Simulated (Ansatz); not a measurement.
# Ga₂O₅: pressure against volume per atom

All results are calculated (Ansatz 0.2.0 development build). Equation of state of a cubic crystal from periodic Kohn-Sham density functional theory without spin; pressure corrected for the finite basis.

Cell of the first row (space group Pn-3m, No. 224):
```
Ga2O5
1.0
      5.0336     0.0000     0.0000
      0.0000     5.0336     0.0000
      0.0000     0.0000     5.0336
Ga O
4 10
Direct
  0.00000 0.00000 0.00000
  0.50000 0.50000 0.00000
  0.50000 0.00000 0.50000
  0.00000 0.50000 0.50000
  0.50000 0.00000 0.00000
  0.00000 0.50000 0.00000
  0.00000 0.00000 0.50000
  0.50000 0.50000 0.50000
  0.75000 0.75000 0.25000
  0.75000 0.25000 0.75000
  0.25000 0.75000 0.75000
  0.75000 0.25000 0.25000
  0.25000 0.75000 0.25000
  0.25000 0.25000 0.75000
```

Settings of every row: formula Ga2O5; structure type cubic X2O5; functional PBE; spin treatment none; k mesh 11x11x11; occupation method fermi-dirac; occupation width 0.061225619 eV; wave cutoff 420 eV; datasets soft-1 PAW; density cutoff ratio 4.

Limits: a cubic model structure, not a phase known at ambient conditions; modest k-mesh, values are not fully converged in k; no spin polarisation, a magnetic state may lie lower.

```csv
row,volume per atom (Å³),pressure (GPa),energy above lowest point (meV/atom)
1,9.11,10.53,17.88
2,9.304,6.582,7.57
3,9.497,3.06,1.79
4,9.691,?,?
5,9.885,-2.882,1.84
6,10.079,-5.382,6.87
7,10.273,-7.608,14.74
```

Question: what pressure should row 4 give?

Worked fit of pressure. Take u = (V_r/V)^(2/3) − 1 with V_r = 9.691 Å³ an atom, which is twice the finite (Eulerian) strain; such expansions in the strain, on which the Birch-Murnaghan equation of state is built, carry the rest volume and the bulk modulus. The shown rows have u = 0.04208, 0.02754, 0.01357, -0.01313, -0.02583, -0.03813. Least squares give pressure = −0.0792 + 222.446 × u + 679.82 × u² + 628 × u³ GPa; a parabola predicts inner rows, each left out in turn, worse (root mean square 0.017 against 0.0098 GPa). The rows lie off it by -0.002, 0.006, -0.006, 0.002, 0.000, -0.001 (root mean square 0.0037 GPa). The pressure vanishes at u = 0.0004, or V = 9.686 Å³ an atom, and there the bulk modulus at fixed shape and fractions is B = −V dP/dV = (2/3)(1 + u) dP/du = 149 GPa. The withheld row has u = 0, so the fit gives −0.0792 + 222.446 × (0) + 679.82 × (0)² + 628 × (0)³ = -0.079 GPa.

The calculation gave -0.081 GPa. The fit lies 0.002 GPa (2.5 % of the value, 0.011 % of the column's range) above it; its largest miss of a shown row is 0.006 GPa.

The other values of row 4: energy above lowest point 0 meV/atom.
